Q: We coat tools with tantalum nitride, and our data sheet describes the nitrogen in it as N³⁻. That would mean nitrogen has filled its outer p shell with six electrons. Can a calculation tell me whether it has?

A: It can count the p electrons found on nitrogen, once we agree on what "on nitrogen" means. This calculation is a density-functional one for the cubic, rocksalt form of TaN. It assigns each electron state in shares to atom-like orbitals on Ta and N. The table gives the nitrogen shares, energy by energy, and a question mark stands for a result we shall have to work out.

Density of states of rocksalt TaN projected on the Löwdin s and p orbitals of N, computed with Ansatz 0.2.0 (PBE, frozen-core PAW, scalar-relativistic, no spin polarization). The measured cell, a = 4.358 Å, was not relaxed. The plane-wave cutoff is 420 eV and the k mesh 9 × 9 × 9; densities use the tetrahedron method and 0.4 eV windows, with energies from the Fermi energy.

```tsv
energy (eV)	s (states/(eV atom))	p (states/(eV atom))
-10.8	0.00	0.00
-10.4	0.00	0.01
-10.0	0.00	0.09
-9.6	0.01	0.19
-9.2	0.01	0.38
-8.8	0.02	0.48
-8.4	0.02	0.55
-8.0	0.01	0.43
-7.6	0.01	0.60
-7.2	0.03	1.47
-6.8	0.02	2.02
-6.4	?	?
-6.0	0.01	0.73
-5.6	0.01	0.51
-5.2	0.00	0.37
-4.8	0.00	0.17
-4.4	0.00	0.08
-4.0	0.00	0.07
-3.6	0.00	0.07
-3.2	?	?
-2.8	?	?
-2.4	0.00	0.10
-2.0	0.01	0.10
-1.6	0.01	0.11
-1.2	0.01	0.13
-0.8	0.01	0.15
-0.4	0.01	0.15
```

Q: How do I read it?

A: The first column is the energy measured from the Fermi energy, up to which the states are filled. The columns s and p say how many states per electronvolt belong to the s and p orbitals of one nitrogen atom. Column s is nearly empty for a simple reason: nitrogen's 2s electrons sit in a separate band, deeper than the table reaches. The p column is the one that matters for your question.

Q: I see a large hump between about -10 and -5 eV, and then a low tail that never quite goes away.

A: Those two features are the whole story. Think first of TaN with no mixing between the atoms' orbitals. Nitrogen's p levels lie lower than tantalum's 5d levels, so they fill first and take six electrons. The deep hump would then be pure nitrogen, the states above it pure tantalum, and your data sheet would be right in every sense.

Now take the opposite limit, in which the N p and Ta d levels have the same energy and mix fully. Each pair of orbitals forms a bonding state at low energy and an antibonding state at high energy, both shared half and half. The deep band would still hold six electrons, but only three of them would be found on nitrogen. The real crystal should lie between these limits.

Q: And the tail?

A: It is what mixing leads us to expect. If tantalum enters the deep states, nitrogen must enter the upper ones, because mixing moves orbital character around without destroying it. The table shows the nitrogen part of the tail directly. That the remainder is mostly Ta d is well-established chemistry of such nitrides, but there is no tantalum column here to confirm it.

Q: So I add up the p column to see which limit is closer?

A: The whole column tells us whether the shell is full. To compare the two limits we shall need the deep band alone, and I will come back to that. A density times the width of its energy window is a number of electrons:

$$N_p = \sum_i D_i\,\Delta E ,$$

where $D_i$ is the p entry of row $i$ and $\Delta E$ = 0.4 eV is the spacing of the rows. The known rows add up to 3.58 electrons. Both spin directions must already be included, since doubling that sum would put more than six electrons into a shell that holds six.

Q: That is well short of six, but one of the gaps is right beside the highest entry. Could the missing electrons be hiding there?

A: Let us work out what that would take. To reach six we need another 2.42 electrons. The two gaps in the tail can supply about 0.07, if they resemble their neighbours, and the half window between the last row and the Fermi energy about 0.03. That leaves 2.32 electrons for the row at -6.4 eV.

Dividing by 0.4 eV gives a density of 5.8 states per eV. The highest entry we can see is 2.02, so the hidden row would have to be nearly three times as high.

Q: Is that impossible?

A: It is not forbidden, but it would be strange. In isolated atoms all p electrons have one energy, and the density is a single spike. In a crystal the electrons move from atom to atom, and the levels spread into bands, seen here as a hump about 5 eV wide. A spike of that size would need a large part of these bands to be almost flat, squeezed into one window between two ordinary neighbours.

Q: Then what do you expect at -6.4 eV?

A: I would draw a straight line between the neighbours, because a density averaged over a window usually changes smoothly. Halfway between 2.02 and 0.73 lies 1.4. The rule can be tried on rows we know, by covering one and using only its neighbours. On the other flank of the peak it comes out too low by 0.16 at -7.2 eV and too high by 0.35 at -7.6 eV.

Q: So your error bar should be at least that large.

A: Larger, since two trials are few, and the hidden row lies on the steep side of the peak, where a small shift in energy changes the density a lot. The true top of the peak could even be in the gap, though I would not bet on it. I say 1.4 with a range from 0.9 to 1.9.

Q: For the other two gaps I would do the same. The tail goes from 0.07 at -3.6 eV to 0.10 at -2.4 eV, so I get 0.08 at -3.2 eV and 0.09 at -2.8 eV.

A: I agree, and I would allow 0.03 either way, which is the whole step between the known neighbours. With the three forecasts filled in, the count of p electrons on nitrogen becomes about 4.2, with a range from 4.0 to 4.4. Nearly all of that uncertainty comes from the row at -6.4 eV.

Q: Let us see the results.

The withheld rows as computed:

```tsv
energy (eV)	s (states/(eV atom))	p (states/(eV atom))
-6.4	0.01	1.10
-3.2	0.00	0.08
-2.8	0.00	0.09
```

Q: The tail is exactly right, and the big one is too high.

A: The tail deserves little credit. The neighbours were so close together that any smooth curve would have landed within a digit or so of the printed values. The row at -6.4 eV is the real test. It came out at 1.10, inside the range, but our forecast was too high by about a quarter of the computed value.

Q: Why too high, and not too low?

A: Look at the shape. From -6.8 eV the density first drops steeply and then levels off, so the curve sags below the straight line between the neighbours. The same thing happens at -7.6 eV, at the foot of the other flank, where the rule was also too high. The peak is narrower than a straight line can follow. The band energies of the same run account for its steep lower side: of the three bands in the hump, two begin only near -7.6 eV.

Q: And the electrons that might have been hiding?

A: They are not there. A full shell needed 5.8 in that row, and the calculation gives 1.10. With the computed rows in place, nitrogen holds 4.1 p electrons between the bottom of the table and the Fermi energy. A free nitrogen atom has three and the ion N³⁻ has six, so TaN is nearer to the atom on this scale.

Q: Then the data sheet is wrong?

A: It answers a different question. TaN has ten valence electrons, five from each atom. Two fill the deep N 2s band, about six fill the p-like bands, and about two are left for the d-like bands above. The label N³⁻ records that the p-like bands are full. It does not tell you how much of each state in those bands sits on nitrogen.

Q: Can we put a number on that?

A: Roughly. I cut the table at -4.6 eV, where the density is low, and count the p electrons below the cut. There are 3.6 of them, out of about six electrons in those bands. So the deep band is about 60 percent nitrogen p, between the half of full mixing and the whole of no mixing, and closer to the half.

Q: How much depends on where you cut?

A: The nitrogen count hardly does: the last row below the cut holds only 0.07 electrons. The division by six needs more care, because the p-like and d-like bands are not cleanly separated. The band energies of the same run show the d-like bands starting near -4.9 eV and the p-like ones ending near -3.8 eV. The rows in that overlap hold only about 0.13 nitrogen p electrons, so the share hardly moves. It depends more on how the electrons are divided between the atoms, so I would trust "somewhat more than half", but not the second digit.

Q: What about the states near the Fermi energy, the ones that carry the current?

A: The tail as a whole holds about 0.5 nitrogen p electrons out of roughly two, so about a quarter of its character is nitrogen. Only the states at its upper end carry the current, and their share may differ; finding it would take the total density, which the table lacks.

Two electrons could just fill one band. But the d-like bands overlap in energy, so several are partly filled and the compound is a metal. The calculation leaves out spin-orbit coupling, which is expected to shift and split the Ta d states here.

Q: One thing puzzles me. If the deep band is 40 percent something else, I would expect the upper states to be 40 percent nitrogen. Why only a quarter?

A: Because there are more orbitals above than below. Three nitrogen p orbitals give up some of their character, and five tantalum d orbitals receive it. The deep band lacks 2.4 electrons' worth of nitrogen p. Spread evenly over d-like bands with room for ten electrons, that makes about a quarter.

The even spread is a crude assumption. The d orbitals that point straight at nitrogen mix more strongly than the others, and their antibonding states are expected to lie higher and be mostly empty. Some of the character also goes to further states. Both effects should leave less nitrogen in the filled part than an even spread does, so the close agreement may be partly luck: it fits the mixing picture, but doesn't prove it.

Q: So where is the rest of nitrogen's p shell, the 1.9 electrons it is short of six?

A: Mostly in empty antibonding states above the Fermi energy, if the mixing picture holds. The table stops just below that energy, so it cannot show them. A density continued upwards would be the direct test.

Q: If I had another compound in front of me, how would I guess its count?

A: Ask how far the nonmetal's p levels lie below the metal's d levels, and how strongly the two overlap. A wide separation or a weak overlap moves you towards the ionic limit, with a purer deep band and a fainter tail. Then count the electrons left over for the d-like bands: with none, there is no filled tail, and only the deep band contributes. Oxygen holds its p electrons more tightly than nitrogen does, so an oxide with a similar metal should lie further that way.

Q: And may I use 4.1 as a property of my coating?

A: Not as it stands. The count depends on which atom-like orbitals are used to divide the electrons, so it is best compared with counts made in the same way. The crystal here is also a perfect cubic one with equal numbers of Ta and N atoms, whereas real cubic samples often have vacancies, and TaN with equal numbers of both atoms is more stable in hexagonal forms. The run also finds a pressure of about 14 GPa in this measured cell, so at this level of theory the perfect crystal would prefer a larger one, where slightly weaker mixing is expected. What you can carry over is the distinction: the ionic label counts filled bands, and filled bands can be shared.
